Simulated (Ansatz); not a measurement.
## Ligand exchange: BH2I + AlH(CH3)(OH) → BH2(OH) + AlH(CH3)I

Species: BH2I `BI`, singlet; AlH(CH3)(OH), singlet; BH2(OH), singlet; AlH(CH3)I, singlet. The partners trade I for OH: B–I and Al–OH bonds give way to B–OH and Al–I.

Shapes, held fixed at every level: PBE0-D4/def2-TZVP. Flexible molecules stand in one conformer, not always the lowest. Programs: Ansatz 0.2.0. Electronic energies: no zero-point or thermal term.

**Question.** Estimate ΔE of this reaction.

**Answer.** The highest level, CCSD(T)/def2-TZVPP, gives ΔE = -86.3 kJ/mol; the levels span -109.3 to -86.3. The column of differences is taken from that level and isn't an error. No measured value is set beside it here. For atoms past krypton def2 sets carry core potentials with scalar relativity. Correlated rows may include outer-core shells of I, which these sets cover unevenly.

| level | kind | ΔE (kJ/mol) | less CCSD(T)/def2-TZVPP |
| --- | --- | --- | --- |
| HF/def2-TZVPP | Hartree–Fock | -101.6 | -15.3 |
| r2SCAN-D4/def2-TZVPP | meta-GGA | -90.1 | -3.8 |
| PBE0-D4/def2-TZVPP | global hybrid | -95.9 | -9.6 |
| wB97X-V/def2-TZVPP | range-separated hybrid | -92.4 | -6.1 |
| MP2/def2-TZVPP | perturbation theory | -86.7 | -0.4 |
| CCSD/def2-SVP | coupled cluster or CI | -109.3 | -23.0 |
| CCSD(T)/def2-TZVPP | coupled cluster or CI | -86.3 | 0.0 |

Every level puts hydroxide on boron and iodide on aluminium, and the preference, -86.3 kJ/mol at the highest level, is far larger than the spread between methods. The main cause is probably the B–O bond. Oxygen's compact 2p lone pair overlaps well with the empty 2p orbital of boron, adding π donation to a short, strong, polar σ bond. Iodine's diffuse 5p lone pairs match that orbital less well, so boron gains more from the exchange than aluminium loses. The Al–OH bond given up is itself strong and highly ionic, but the larger, more electropositive aluminium has a weaker π-acceptor orbital.

Among the def2-TZVPP rows, all the correlated and density-functional results are less exothermic than Hartree–Fock. CCSD/def2-SVP breaks this pattern at -109.3 kJ/mol, probably more because of its small basis than its missing triples. The preference applies to the separate monomers; association through Al–OH–Al bridges, common for such aluminium species, could stabilise the reactant side and reduce it.
